Squeeze a semiconductor such as gallium nitride and its band gap widens; stretch it and the gap narrows. For AlGaN$_2$, with aluminium and gallium in alternating layers, density functional energies and gaps are known from strong compression to a slight expansion. Two larger volumes, about 6 and 10 % beyond equilibrium, are still open. Can the known rows tell us their energy, pressure and gap?

AlGaN2 in a 4-atom cell, space group P-4m2, with cell shape and atoms relaxed at each volume. The runs used Ansatz 0.2.0 with the r2SCAN functional, scalar-relativistic plane-wave PAW, no spin polarisation, a 500 eV cutoff and an 8×8×6 k mesh. Energies count from the minimum of a third-order Birch-Murnaghan fit, and positive pressure means compression.

| volume per atom (Å³/atom) | energy over minimum (meV/atom) | pressure (GPa) | band gap on mesh (eV) |
| --- | --- | --- | --- |
| 9.584 | 123.5 | 33.68 | 3.919 |
| 9.910 | 65.7 | 23.24 | 3.901 |
| 10.237 | 27.7 | 14.29 | 3.852 |
| 10.564 | 6.6 | 6.61 | 3.605 |
| 10.890 | 0.0 | 0.01 | 3.369 |
| 11.217 | 5.9 | -5.66 | 3.142 |
| 11.544 | ? | ? | ? |
| 11.979 | ? | ? | ? |

Energy and pressure vary smoothly, but the gap does not. Going up the table from 11.217 Å$^3$ per atom, each of the first three compression steps adds more than 0.2 eV. The next adds 0.05 eV and the last only 0.02 eV. A forecast that drew one line through all six gaps would mix two kinds of behaviour, so the break has to be understood first.

The gap is the distance from the highest filled state to the lowest empty one. In zincblende-type nitrides such as this one, the empty state at the zone centre, called Γ, is an antibonding mixture of s orbitals on the metal and nitrogen atoms. Shorter bonds strengthen the overlap and push that state up quickly. Another empty state, which comes from the point called X on the edge of the zincblende zone, responds much more weakly. Once Γ has risen past it, X becomes the lowest empty state and the gap almost stops growing.

The calculations confirm that the lowest empty state changes from Γ to X. At equilibrium and under compression the highest filled state stays at Γ. The lowest empty state is also at Γ down to 10.237 Å$^3$ per atom, but at X for the two smallest volumes. The Γ state has not stopped rising: in the first step past the break, the smallest gap between states at the same point of the zone still widens from 3.852 to 4.11 eV. The two branches meet near 10.2 Å$^3$ per atom, at roughly 15 GPa. That crossing is rough, since only two rows define the flat branch. It also depends on how well the functional places the two empty states relative to each other. The energies follow one smooth curve across the break, so they give no sign of a sudden change of structure. The relaxations kept the starting symmetry, however, so a change to wurtzite or rocksalt was out of reach.

For the stretched crystal the consequence is simple. Expansion lowers the Γ state and leaves the other one behind. Extended to 11.544 Å$^3$, the flat branch would give a gap of about 3.8 eV, far above where the steep branch is heading. The steep branch should therefore go on setting the gap, and only its four rows belong in the forecast.

The next choice is the variable to extrapolate in. Pressure is tempting, but the gap changes by 32 meV per GPa in the first step of the steep branch and by 40 in the last. Per unit of $\ln V$, where $V$ is the volume per atom, the change only drifts from 7.9 to 7.7 eV. The electronic states respond to the distances between atoms, and pressure is merely the means of changing them. A stretched crystal is softer, so each GPa of tension moves the atoms further and takes more from the gap.

The nearly constant slope in $\ln V$ is the volume deformation potential. It means that a uniform volume change of 1 % shifts the gap by about 0.08 eV. Its slow weakening on expansion can be followed by a straight line in inverse length,

$$E_g = a + b\,V^{-1/3},$$

where $E_g$ is the gap and $a$ and $b$ are fitted to the four steep rows. This is a convenient interpolation with no deeper claim: $V^{1/3}$ is a length that grows in step with the average atomic spacing.

The first gap can be worked by hand, starting from the last known row. Between 11.217 and 11.544 Å$^3$ the inverse length falls from 0.44673 to 0.44247 Å$^{-1}$, a drop of 0.00426. With $b = 51.4$ eV Å, the gap falls by $51.4 \times 0.00426 = 0.219$ eV. The forecast is therefore $3.142 - 0.219 = 2.923$ eV, for a row that had no part in the fit.

The same line gives 2.645 eV at 11.979 Å$^3$. I allow ±0.02 eV for the first forecast and ±0.04 eV for the second. These ranges are judgements: they cover the choice of formula and small changes in the shape of the cell, but not the arrival of a new band edge. A strictly constant deformation potential, the natural rival, gives slightly smaller gaps that also lie inside them.

Energy and pressure need a different curve, because they describe the stiffness of the whole crystal. The Birch-Murnaghan equation treats the solid as a spring that hardens when squeezed and softens when pulled. Fitted to the six known pressures, it gives a bulk modulus $B_0$ of 204 GPa, which rises by about 4 GPa for each GPa of pressure. For that rate of hardening the equation reduces to

$$P = \tfrac{3}{2}B_0\left[\left(\frac{V_0}{V}\right)^{7/3}-\left(\frac{V_0}{V}\right)^{5/3}\right],$$

where $P$ is the pressure and $V_0$ the equilibrium volume.

A negative pressure is the uniform pull needed to hold the crystal open. It should grow at both new volumes, but by less for each unit of volume than before. The forecasts are −10.55 ± 0.1 GPa and −16.0 ± 0.2 GPa.

The energy is the work done along this curve. Since pulling meets less resistance than pushing, it should rise less than for an equal compression. The forecasts are 22.6 ± 0.3 and 58.9 ± 0.8 meV per atom. Agreement here will add little to the test of the pressures, because pressure follows from the slope of the energy against volume and both forecasts come from one curve.

The withheld rows as computed:

| volume per atom (Å³/atom) | energy over minimum (meV/atom) | pressure (GPa) | band gap on mesh (eV) |
| --- | --- | --- | --- |
| 11.544 | 22.5 | -10.53 | 2.925 |
| 11.979 | 58.8 | -15.96 | 2.647 |

All six forecasts fall within their ranges. The gap is the closest: the line is too low by about 0.002 eV at both volumes. My ranges for the gap were thus ten or more times wider than the misses. They had allowed for the choice of formula and for small changes in the shape of the cell, and little of that allowance was needed.

The rival does less well, though it too stays within the ranges. A constant deformation potential gives gaps too small by 0.008 and 0.017 eV, and its miss grows with distance from the fitted rows. The slope in $\ln V$ did go on weakening, to about 7.5 eV, as the inverse-length line assumes. Two further points support that line as a description over this range, without making it a law.

Pressure would have been a poor guide. Carrying the last known rate of 40 meV per GPa from −5.66 to −15.96 GPa lowers the gap by $0.040 \times 10.3 = 0.41$ eV. That leaves 2.73 eV, about 0.08 eV above the computed value. The actual rate in the final step is 51 meV per GPa.

The softening accounts for all of that increase. The rate per GPa is the deformation potential divided by the bulk modulus. Midway through the last step the pressure is about −13 GPa, so the modulus has dropped to roughly $204 - 4 \times 13 = 152$ GPa. Dividing 7.5 eV by this gives about 49 meV per GPa, close to what the table shows. The electronic response to volume has even weakened slightly; the crystal simply yields more to the same pull.

The mechanical forecasts err in one direction. The predicted pull is too strong by 0.02 and then 0.06 GPa, and the energies are too high by about 0.1 meV per atom at both volumes. The stretched crystal is thus slightly softer than the curve suggests. The larger pressure miss is about five times the typical error for a known row left out of the fit, so the curve loses some accuracy outside its range. Its cause cannot be settled from these rows. The fits and their misses are in the printed output below.

The same reasoning helps to place the two parent nitrides in their zincblende forms. Gallium nitride has its lowest empty state at Γ, so its gap should respond strongly to volume around equilibrium, as it does here. Aluminium nitride already has its lowest empty state at X, so its gap should start on the weakly responding branch. The layered compound lies between them: Γ sets its gap at equilibrium, but moderate compression is enough to hand that role over.

What carries over to practice is the slope more than the gap itself. The functional used here usually makes nitride gaps too small, whereas their change with volume is more dependable. The slope holds for uniform expansion or compression on the steep branch only. Continued to the smallest volume in the table, the same line would overshoot the gap by nearly 0.5 eV, mainly because X has taken over from Γ as the lowest empty state. Before extrapolating a gap, one should therefore ask which state sets it, and only then which curve to draw.

Numerical output:

```
fit of pressure on 6 rows: coefficient of 1.5*((s/volume)**(7/3)-(s/volume)**(5/3)) 203.7 +/- 0.14, coefficient of 1.125*((s/volume)**(7/3)-(s/volume)**(5/3))*((s/volume)**(2/3)-1) 3.432 +/- 2.3, s 10.89; rms 0.00579, worst 10.89 0.00871, leave-one-out rms 0.0119
  rows outside the fit (model, value, miss): 11.544 -10.55, -10.53, -0.0233; 11.979 -16.02, -15.96, -0.0635
pressure derivative of the bulk modulus (no unit): 4.017
fit of energy_over_minimum on 6 rows: coefficient of emod 1.001 +/- 0.00032; rms 0.0421, worst 9.91 0.0876, leave-one-out rms 0.0871
  rows outside the fit (model, value, miss): 11.544 22.59, 22.5, 0.0889; 11.979 58.93, 58.8, 0.132
fit of band_gap_on_mesh on 4 rows (volume > 10.1): constant -19.8 +/- 0.012, coefficient of invlen 51.37 +/- 0.026; rms 0.000191, worst 10.89 0.000209, leave-one-out rms 0.000489
  rows outside the fit (model, value, miss): 9.584 4.377, 3.919, 0.458; 9.91 4.109, 3.901, 0.208; 11.544 2.923, 2.925, -0.00194; 11.979 2.645, 2.647, -0.00244
fit of band_gap_on_mesh on 4 rows (volume > 10.1): constant 21.92 +/- 0.069, coefficient of lnv -7.767 +/- 0.029; rms 0.00139, worst 10.564 0.00142, leave-one-out rms 0.00358
  rows outside the fit (model, value, miss): 9.584 4.363, 3.919, 0.444; 9.91 4.103, 3.901, 0.202; 11.544 2.917, 2.925, -0.00759; 11.979 2.63, 2.647, -0.0169
rough crossing volume of the two gap branches (A^3/atom): 10.19
rough pressure at that crossing (GPa): 15.48
Gap steps from the row above, and the flat branch extended:
     row  step_eV  eV_per_lnV  meV_per_GPa  flat_branch_eV
   9.584      n/a         n/a          n/a           3.919
    9.91   -0.018     -0.5381        1.724           3.901
  10.237   -0.049      -1.509        5.475           3.884
  10.564   -0.247      -7.855        32.16           3.867
   10.89   -0.236      -7.765        35.76            3.85
  11.217   -0.227      -7.673        40.04           3.834
  11.544   -0.217      -7.552        44.56           3.819
  11.979   -0.278      -7.516         51.2           3.799
```
